Neighbouring atoms in PbSe are about 3 Å apart. An electron pair with a radius of half an ångström therefore belongs to the inner part of one atom, while a radius of one and a half ångström reaches halfway to the next. Wannier functions divide the filled bands of a crystal into such localised pairs, each with a centre and a size. Can these two properties tell what kind of pair a function describes?

The table below lists five of the ten functions, from a density-functional calculation without spin-orbit coupling. The columns function a, b and c give the centre as fractions of the three cell edges, and function spread is the mean square distance of the electron from that centre. Pb sits at the cell corner and Se at (½, ½, ½). Coordinates 0 and 1 mean the same place in a repeating lattice.

Wannier functions of the filled bands of PbSe (Fm-3m, two-atom primitive cell, edges 4.328 Å, angles 60°), computed with GPAW 26.7.0 using revPBE and PAW data sets, without spin-orbit coupling. The plane-wave cutoff was 690 eV and the k mesh 8×8×8, with a 4×4×4 mesh for the Wannier functions, which were localised with ASE from starting orbitals. Candidates: 7, 6, 8, 9, 3.

| row | function a (fractional) | function b (fractional) | function c (fractional) | function spread (angstrom^2) |
| --- | --- | --- | --- | --- |
| A | 0.000 | 0.000 | 0.998 | 2.238 |
| B | 0.426 | 0.426 | 0.666 | 2.076 |
| C | 0.394 | 0.595 | 0.430 | 2.310 |
| D | 0.585 | 0.585 | 0.473 | 2.159 |
| E | 0.000 | 0.000 | 1.000 | 0.339 |

The candidate labels are serial numbers, which carry no physics, so the values can settle only the kind of each function. The ionic limit shows which kinds to look for. The cell has 20 electrons, or ten pairs. Pb²⁺ keeps six of them, five in its 5d shell and one in 6s, and Se²⁻ holds four in its 4s and 4p shell.

The centres make the first cut. A and E lie on Pb, whereas B, C and D lie near Se. The spread alone would mislead here, because A, at 2.24 Å², falls between B and C although it belongs to the other atom.

The spread makes the second cut, between the two functions on Pb. E has a radius of about 0.6 Å, the square root of its spread, which suits the compact 5d shell. A has a radius of about 1.5 Å, as a valence pair should, and the only filled valence shell of Pb²⁺ is 6s. These two kinds are sure, and so is the placing of B, C and D on Se, but nothing in the values ties any of the five rows to a particular serial number.

The rows with their labels:

| row | function a (fractional) | function b (fractional) | function c (fractional) | function spread (angstrom^2) |
| --- | --- | --- | --- | --- |
| 1 | 0.000 | 1.000 | 1.000 | 0.326 |
| 2 | 1.000 | 0.000 | 1.000 | 0.326 |
| 3 | 0.000 | 0.000 | 1.000 | 0.339 |
| 4 | 0.000 | 1.000 | 1.000 | 0.326 |
| 5 | 0.000 | 1.000 | 1.000 | 0.335 |
| 6 | 0.585 | 0.585 | 0.473 | 2.159 |
| 7 | 0.426 | 0.426 | 0.666 | 2.076 |
| 8 | 0.000 | 0.000 | 0.998 | 2.238 |
| 9 | 0.394 | 0.595 | 0.430 | 2.310 |
| 10 | 0.595 | 0.394 | 0.430 | 2.312 |

E is function 3, one of five compact functions on Pb, as a full d shell requires. A is function 8, the only diffuse one there. The energies agree: function 3 lies about 17 eV below the top of the valence band and function 8 only about 7 eV. Spin-orbit coupling would split the 5d level by a few electronvolts, too little to confuse the two.

B, D and C are functions 7, 6 and 9, and with function 10 they complete the four pairs of Se. All four centres are displaced from the nucleus by 0.55 to 0.60 Å, in roughly tetrahedral directions. A pure s or p function would be centred on the nucleus, so these are mixtures of the two, called hybrids. Four of them can't supply one pair for each of the six equal Pb–Se contacts, and they shouldn't be read as individual bonds.

Why, then, do the four differ, when the contacts don't? Localisation may mix the filled orbitals in any way that leaves the total density unchanged, so it can share out the one 4s orbital unevenly. On a free ion, though, four equal shares would give the smallest total spread. The unevenness must therefore come from the surrounding crystal or from the localisation itself, with its finite mesh and its starting orbitals, and this one run can't tell which. How uneven the shares are can be estimated from the centres, if each function is taken as a pure s–p hybrid on Se with no tail on Pb. Let w be the s share of a hybrid. Two hybrids with the same w are orthogonal, as Wannier functions must be, only if the cosine of the angle between them is −w/(1 − w). Pure p functions (w = 0) stand at right angles, two sp hybrids (w = ½) point in opposite directions, and four equal hybrids (w = ¼) form a regular tetrahedron.

Functions 9 and 10 are almost exact mirror partners, so their shares should be equal. Their centres, seen from Se, are 105.9° apart, with a cosine of −0.274, so w = 0.274/1.274 = 0.215. For unequal partners, w/(1 − w) is replaced by the geometric mean of their two values, which gives 0.27 for function 6 and 0.31 for function 7. The four shares add up to 1.01, where a single s orbital demands exactly 1.

The energies offer a separate test, since 4s lies well below 4p and a hybrid with more s should lie lower. Functions 7 and 9, used to set the slope, place s about 9 eV below p. Function 6, which was left out of that step, is then predicted to within 0.05 eV, while the four energies span 0.86 eV. The printed output below lists the shares and energies.

The differences in energy may have a second cause. Functions 9 and 10 point within 9° of a Pb neighbour and function 7 points 41° away from one, so the order by s share is also the order by direction. In a pure s–p picture direction has no effect on the energy at a cubic site, but tails reaching onto Pb could change that, and these four functions can't separate the two effects. The localisation used a 4×4×4 mesh, and a finer one might shift these small differences. No finer mesh was tried, but one is unlikely to remove a difference as large as the sevenfold ratio in spread between Pb 6s and Pb 5d.

The analysis program printed:

```
Centres, sizes and energies:
  row  distance from Se (Å)  root of spread (Å)  on-site energy below valence band top (eV)  model s share (0 for Pb functions)  angle to nearest contact direction (degrees)
    1                 3.061               0.571                                       16.89                                   0                                             0
    2                 3.061               0.571                                       16.89                                   0                                             0
    3                 3.061              0.5822                                       16.77                                   0                                             0
    4                 3.061               0.571                                       16.89                                   0                                             0
    5                 3.061              0.5788                                       16.79                                   0                                             0
    6                0.5778               1.469                                       5.543                              0.2676                                         25.76
    7                0.6032               1.441                                       5.872                              0.3086                                         41.32
    8                 3.061               1.496                                       6.677                                   0                                        0.1621
    9                0.5452                1.52                                       5.017                              0.2148                                         8.821
   10                0.5452               1.521                                       5.011                              0.2148                                         8.821
Mean spread of the five compact functions (Å^2): 0.3304
Spread of function 8 over that mean: 6.774
Range of on-site energies in the compact five (eV): 0.1205
Smallest offset of a Se function, percent of contact: 17.81
Largest offset of a Se function, percent of contact: 19.71
Length of the summed offsets of the four Se functions (Å): 0.004329
Angle between functions 9 and 10 (degrees): 105.9
Angle between functions 6 and 9 (degrees): 108.4
Angle between functions 7 and 9 (degrees): 110.5
Angle between functions 6 and 7 (degrees): 112.9
Largest turn of one offset by rounded coordinates (degrees): 0.5572
Sum of the four model s shares (should be 1): 1.006
Energy slope from functions 7 and 9, p above s (eV): 9.128
Function 6 on-site energy, predicted less computed (eV): 0.04455
Equal sp3 hybrids would give no energy range; computed range (eV): 0.8615
Spread of function 9 less function 7 (Å^2): 0.234
Part of it from the larger offset of function 7 (Å^2): 0.06662
```
